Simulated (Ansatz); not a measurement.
# Pressure shifts of the Eg and A1g zone-centre phonons of La2O3 (La2O3-type) from PBE linear response

La2O3 is an ionic oxide of La³⁺ and O²⁻ in which each lanthanum has seven oxygen neighbours. Its large static dielectric constant makes it a candidate for gate insulators, where films are often strained, and a known shift per GPa allows a Raman line to serve as a gauge of stress. The question is how fast the two Eg and two A1g modes move under hydrostatic pressure, which moves most, and where the dependence departs from a straight line. Harmonic frequencies are calculated with PBE for one crystal between 5.67 GPa of tension and 13.86 GPa of compression. Shifts are counted from the relaxed cell at zero pressure, and no measured frequencies are compared here.

## How the numbers were made

One crystal, La2O3 (La2O3-type) (known phase). Its volume was then scaled in steps, which gives the pressures listed, with shape and atoms relaxed where symmetry leaves them free. The structures stem from cells from the Materials Project (structure alone), directly or through a relaxation at another level; cell and atoms were relaxed at zero pressure at each row's own level, inside the symmetry of the start, with no thermal or zero-point expansion. Program: Ansatz 0.2.0, plane waves, PBE, the program's earlier default PAW potentials, scalar-relativistic without spin-orbit coupling, no spin polarisation. Wave-function cutoff 420 eV (the default for the potentials of each cell); on the k meshes (Γ-centred) the least product of divisions and cell-vector length runs from 23 to 26 Å, relaxations included. Residual pressures at rest stay under 0.01 GPa. Occupations: fixed. Harmonic modes at natural masses come from linear response (density functional perturbation theory), with the acoustic sum rule imposed. Born charges and ε∞ come from the response to a homogeneous electric field, checked for convergence in its k mesh; the charge sum rule is imposed.

Notes on method and selection:

- Harmonic values at the static lattice; measured values carry thermal expansion and anharmonic shifts at their temperature.
- Modes are followed from row to row by the overlap of their patterns.
- Semilocal functionals put Kohn-Sham gaps below measured gaps and, as a rule, ε∞ above measured values.
- Spin-orbit coupling is left out; it matters most with heavy elements (here La), where it changes the gap and with it ε∞, Born charges and soft modes.
- Negative pressure is tension; other phases that would form under pressure are ignored.
- dω/dP = γω₀/B₀, with γ the mode Grüneisen parameter and B₀ = −V dP/dV the bulk modulus.
- Runs that did not converge, have known faults or may not be shown are not listed, and runs on Ansatz's PAW sets soft_1 and soft_2 are kept to separate tables.

Columns:

- pressure (GPa): hydrostatic pressure of the static lattice, compression positive.
- ε∞ across: ε∞ across that axis, mean.
- ε static: static dielectric constant along the main axis, ions relaxed.
- Kohn-Sham gap (eV): Kohn-Sham gap, lowest empty minus highest filled level on the k mesh.
- Eg near 97 (cm⁻¹): zone-centre mode Eg (97 cm⁻¹ at rest), no LO-TO term.
- A1g near 181 (cm⁻¹): zone-centre mode A1g (181 cm⁻¹ at rest), no LO-TO term.
- Eg near 379 (cm⁻¹): zone-centre mode Eg (379 cm⁻¹ at rest), no LO-TO term.
- A1g near 381 (cm⁻¹): zone-centre mode A1g (381 cm⁻¹ at rest), no LO-TO term.
- volume per atom (Å³): volume per atom of the relaxed cell.
- energy (meV/atom): static energy per atom above the relaxed cell.
- top LO mode (cm⁻¹): highest zone-centre mode with the macroscopic field.

## The series

| member | pressure (GPa) | ε∞ along the main axis | ε∞ across | ε static | Kohn-Sham gap (eV) | Eg near 97 (cm⁻¹) | A1g near 181 (cm⁻¹) | Eg near 379 (cm⁻¹) | A1g near 381 (cm⁻¹) | volume per atom (Å³) | energy (meV/atom) | top LO mode (cm⁻¹) |
| --- | --- | --- | --- | --- | --- | --- | --- | --- | --- | --- | --- | --- |
| −5.67 GPa | −5.67 | 4.601 | 4.765 | 46.98 | 3.79 | 87.6 | 160.3 | 350.3 | 365.8 | 17.64 | 18.49 | 509.1 |
| −3.96 GPa | −3.96 | 4.625 | 4.778 | 39.76 | 3.82 | 90.8 | 167.0 | 359.8 | 370.8 | 17.31 | 8.47 | 518.2 |
| −2.07 GPa | −2.07 | 4.654 | 4.793 | 34.73 | 3.84 | 94.1 | 173.8 | 369.4 | 375.8 | 16.98 | 2.19 | 527.4 |
| +0.00 GPa | 0.00 | 4.687 | 4.811 | 31.04 | 3.86 | 97.5 | 180.6 | 379.0 | 381.0 | 16.64 | 0.00 | 536.8 |
| +1.11 GPa | 1.11 | 4.706 | 4.821 | 29.55 | 3.87 | 99.2 | 184.0 | 383.9 | 383.6 | 16.48 | 0.60 | 541.6 |
| +2.29 GPa | 2.29 | ? | ? | ? | ? | ? | ? | ? | ? | ? | ? | ? |
| +4.79 GPa | 4.79 | 4.769 | 4.856 | 26.05 | 3.89 | 104.5 | 194.2 | 398.5 | 391.8 | 15.98 | 9.67 | 556.2 |
| +7.54 GPa | 7.54 | 4.819 | 4.885 | 24.33 | 3.89 | 108.2 | 201.1 | 408.1 | 397.4 | 15.64 | 22.42 | 566.1 |
| +10.55 GPa | 10.55 | 4.873 | 4.918 | 22.96 | 3.89 | 112.0 | 208.0 | 417.7 | 403.1 | 15.31 | 41.16 | 576.1 |
| +13.86 GPa | 13.86 | 4.932 | 4.958 | 21.86 | 3.87 | 115.9 | 214.8 | 427.2 | 409.0 | 14.98 | 66.48 | 586.3 |

Cells marked ? are withheld until the estimate has been made.

Least-squares fits to the members shown, with x = pressure (GPa); R² and errors in the fitted variable (y, or ln y where the fit is in ln y):

| y | members | fit | R² | rms residual | leave-one-out rms | the same for the mean of the others |
| --- | --- | --- | --- | --- | --- | --- |
| A1g near 381 (cm⁻¹) | 9 | y = 380.1 + 2.201 x | 0.99 | 1.1 | 1.5 | 16 |
| Eg near 379 (cm⁻¹) | 9 | y = 376.8 + 3.917 x | 0.99 | 2.6 | 3.7 | 28 |

## Interpretation

All four modes stiffen with pressure. Between the rows at −2.07 and +1.11 GPa, which enclose the relaxed cell, the Eg mode near 379 cm⁻¹ rises by (383.9 − 369.4) / (1.11 + 2.07) = 4.56 cm⁻¹ per GPa, the largest shift of the four. The A1g mode near 181 cm⁻¹ follows with (184.0 − 173.8) / (1.11 + 2.07) = 3.21, the A1g mode near 381 cm⁻¹ with (383.6 − 375.8) / (1.11 + 2.07) = 2.45 and the Eg mode near 97 cm⁻¹ with (99.2 − 94.1) / (1.11 + 2.07) = 1.60 cm⁻¹ per GPa. Relative to its own frequency, the A1g mode near 181 cm⁻¹ moves most, by 3.21 / 180.6 = 1.8 % per GPa.

Compression shortens the La–O contacts and steepens the short-range repulsion, which raises the restoring forces. The two upper modes are mainly oxygen motion, in the layer plane for Eg and along the main axis for A1g. A possible reason for their unequal shifts is that the Eg motion stretches the three short, nearly in-plane La–O bonds, whereas the A1g motion runs mostly across them and stretches only the single short bond along the axis. Repulsion in a compressed bond weakens the restoring force against sideways motion, and this would offset part of the A1g stiffening. The two modes exchange order between the rows at 0.00 and +1.11 GPa; their different symmetry forbids mixing.

The rows show no single pressure at which the lines bend. The slope falls from each interval to the next, for the upper Eg mode from 5.56 cm⁻¹ per GPa at the tension end to 2.87 at the compression end. The cause is the stiffening of the crystal as a whole: removing 0.33 Å³ per atom takes 5.67 − 3.96 = 1.71 GPa in the first interval and 13.86 − 10.55 = 3.31 GPa in the last, yet raises this mode by almost the same amount, 359.8 − 350.3 = 9.5 cm⁻¹ and 427.2 − 417.7 = 9.5 cm⁻¹. The other volume steps of about this size bring nearly the same gain, so against volume the mode is almost straight. The upper A1g mode bends less against pressure, because its gain for the same volume step grows from 370.8 − 365.8 = 5.0 cm⁻¹ in the first interval to 409.0 − 403.1 = 5.9 cm⁻¹ in the last.

## Estimating the withheld member

Plain estimates from the members shown:

- +2.29 GPa, fit at x = 2.29: 385.1 cm⁻¹
- +2.29 GPa, straight-line interpolation between +1.11 GPa and +4.79 GPa: w = (2.29 − 1.11) / (4.79 − 1.11) = 0.321, so 383.6 + 0.321 × (391.8 − 383.6) = 386.2 cm⁻¹

The withheld frequency belongs to the upper A1g mode at +2.29 GPa. The straight-line fit over all rows is unsuitable here, since a line through curved data runs low in the middle of the range: at zero pressure it gives 380.1 cm⁻¹ where the table has 381.0. Interpolation between the neighbouring rows, 386.2 cm⁻¹, is the better start, but a chord lies slightly below a curve whose slope falls with pressure.

The correction follows from the next interval. The slope is 2.228 cm⁻¹ per GPa between +1.11 and +4.79 GPa and 2.036 between +4.79 and +7.54 GPa. The quadratic coefficient is then (2.036 − 2.228) / (7.54 − 1.11) = −0.030 cm⁻¹ per GPa², and the chord has to be raised by 0.030 × (2.29 − 1.11) × (4.79 − 2.29) = 0.09 cm⁻¹. This gives 386.2 + 0.09 = 386.3 cm⁻¹.

The same route can be tried on shown rows. For +4.79 GPa, the chord from +1.11 to +7.54 GPa gives 383.6 + (4.79 − 1.11) / (7.54 − 1.11) × (397.4 − 383.6) = 391.5 cm⁻¹, and the curvature found with the row at +10.55 GPa is ((403.1 − 397.4) / (10.55 − 7.54) − (397.4 − 383.6) / (7.54 − 1.11)) / (10.55 − 1.11) = −0.027 cm⁻¹ per GPa². It adds 0.027 × (4.79 − 1.11) × (7.54 − 4.79) = 0.27 cm⁻¹, which makes 391.8 cm⁻¹, as tabulated. For zero pressure, the chord from −2.07 to +1.11 GPa gives 375.8 + 2.07 / (1.11 + 2.07) × (383.6 − 375.8) = 380.9 cm⁻¹, and the curvature found with the row at +4.79 GPa adds about 0.08, which makes 381.0 cm⁻¹, again as tabulated. Both misses are below 0.1 cm⁻¹, which is taken as the error.

**Committed estimate, +2.29 GPa: A1g near 381 = 386.3 ± 0.1 cm⁻¹.**

## The withheld result

| member | pressure (GPa) | ε∞ along the main axis | ε∞ across | ε static | Kohn-Sham gap (eV) | Eg near 97 (cm⁻¹) | A1g near 181 (cm⁻¹) | Eg near 379 (cm⁻¹) | A1g near 381 (cm⁻¹) | volume per atom (Å³) | energy (meV/atom) | top LO mode (cm⁻¹) |
| --- | --- | --- | --- | --- | --- | --- | --- | --- | --- | --- | --- | --- |
| +2.29 GPa | 2.29 | 4.725 | 4.831 | 28.23 | 3.88 | 100.9 | 187.4 | 388.8 | 386.3 | 16.31 | 2.36 | 546.4 |

| member | estimate | A1g near 381 (cm⁻¹) | computed | estimate − computed | miss in error bars |
| --- | --- | --- | --- | --- | --- |
| +2.29 GPa | committed | 386.3 | 386.3 | 0.0 | 0.0 |
| +2.29 GPa | fit | 385.1 | 386.3 | −1.2 |  |
| +2.29 GPa | interpolation | 386.2 | 386.3 | −0.1 |  |

The estimate of 386.3 cm⁻¹ agrees with the computed value to the printed digit and so lies inside its error bar of 0.1 cm⁻¹. The straight-line fit falls 1.2 cm⁻¹ short, as expected of a line laid through curved data. Plain interpolation misses by only 0.1 cm⁻¹, which is the size of the rounding, so this row confirms a smooth curve but hardly tests the small curvature correction.

The new row also fits the volume argument. Between 0.00 and +2.29 GPa the cell loses 0.33 Å³ per atom and the upper A1g mode gains 386.3 − 381.0 = 5.3 cm⁻¹; the next 0.33 Å³, up to +4.79 GPa, brings 391.8 − 386.3 = 5.5 cm⁻¹. The upper Eg mode gains 388.8 − 379.0 = 9.8 cm⁻¹ and 398.5 − 388.8 = 9.7 cm⁻¹ in the same two steps. This supports the stiffening of the crystal as the main cause of the bend against pressure. The proposed reason for the slower A1g shift, sideways motion against compressed bonds, remains a conjecture, since the table holds neither bond lengths nor force constants.

## Outliers

Least-squares fits to the whole series, with x = pressure (GPa); R² and errors in the fitted variable (y, or ln y where the fit is in ln y):

| y | members | fit | R² | rms residual | leave-one-out rms | the same for the mean of the others |
| --- | --- | --- | --- | --- | --- | --- |
| A1g near 381 (cm⁻¹) | 10 | y = 380.2 + 2.199 x | 0.99 | 1.1 | 1.5 | 15 |
| Eg near 379 (cm⁻¹) | 10 | y = 377.1 + 3.912 x | 0.99 | 2.6 | 3.7 | 26 |

Largest departures from the fit to the whole series:

| member | A1g near 381 (cm⁻¹) | fit | computed − fit | in rms residuals |
| --- | --- | --- | --- | --- |
| −5.67 GPa | 365.8 | 367.7 | −1.9 | 1.8 |
| +13.86 GPa | 409.0 | 410.7 | −1.7 | 1.6 |
| +4.79 GPa | 391.8 | 390.7 | +1.1 | 1.0 |
| +2.29 GPa | 386.3 | 385.2 | +1.1 | 1.0 |

No row stands out from the series. The upper A1g mode lies below the straight line at both ends, by 1.9 cm⁻¹ at −5.67 GPa and 1.7 cm⁻¹ at +13.86 GPa, and above it by 1.1 cm⁻¹ at +2.29 and +4.79 GPa. This is the pattern left by a line fitted to a curve whose slope falls with pressure.

## Closing remarks

Between −5.67 and +13.86 GPa all four modes stiffen with a gradually falling slope, and interpolation with a curvature term recovered three rows of the upper A1g mode to within 0.1 cm⁻¹. As a pressure gauge the upper Eg mode is the most sensitive of the four: from 0.00 to +2.29 GPa it shifts by (388.8 − 379.0) / 2.29 = 4.3 cm⁻¹ per GPa, so 1 cm⁻¹ corresponds to 1 / 4.3 = 0.23 GPa. At zero pressure it lies 381.0 − 379.0 = 2.0 cm⁻¹ below the upper A1g mode in the PBE cell. In the interpretation I gave the exchange of order between 0.00 and +1.11 GPa without saying how much it depends on the volume: the two rows differ by only (16.64 − 16.48) / 16.64 = 1.0 %. PBE tends to make cells too large, so in the real crystal the Eg mode may already be the higher one at zero pressure. Where the two lines lie close together, polarised spectra can tell them apart. The shift holds for hydrostatic pressure and does not carry over to a film strained in its plane.

How far the frequencies lie from measured ones cannot be read from these rows, which hold neither measured lines nor a second functional. PBE tends to give frequencies that are too low, while thermal expansion and anharmonicity usually lower the measured lines. The error of 0.1 cm⁻¹ on the estimate covers interpolation within the series and nothing else. A constant offset would cancel in the shifts, but an error in the volume would not cancel fully, because the slope changes with compression. The 0.23 GPa per cm⁻¹ is therefore a PBE value, to be calibrated against measured lines before it serves as a gauge.
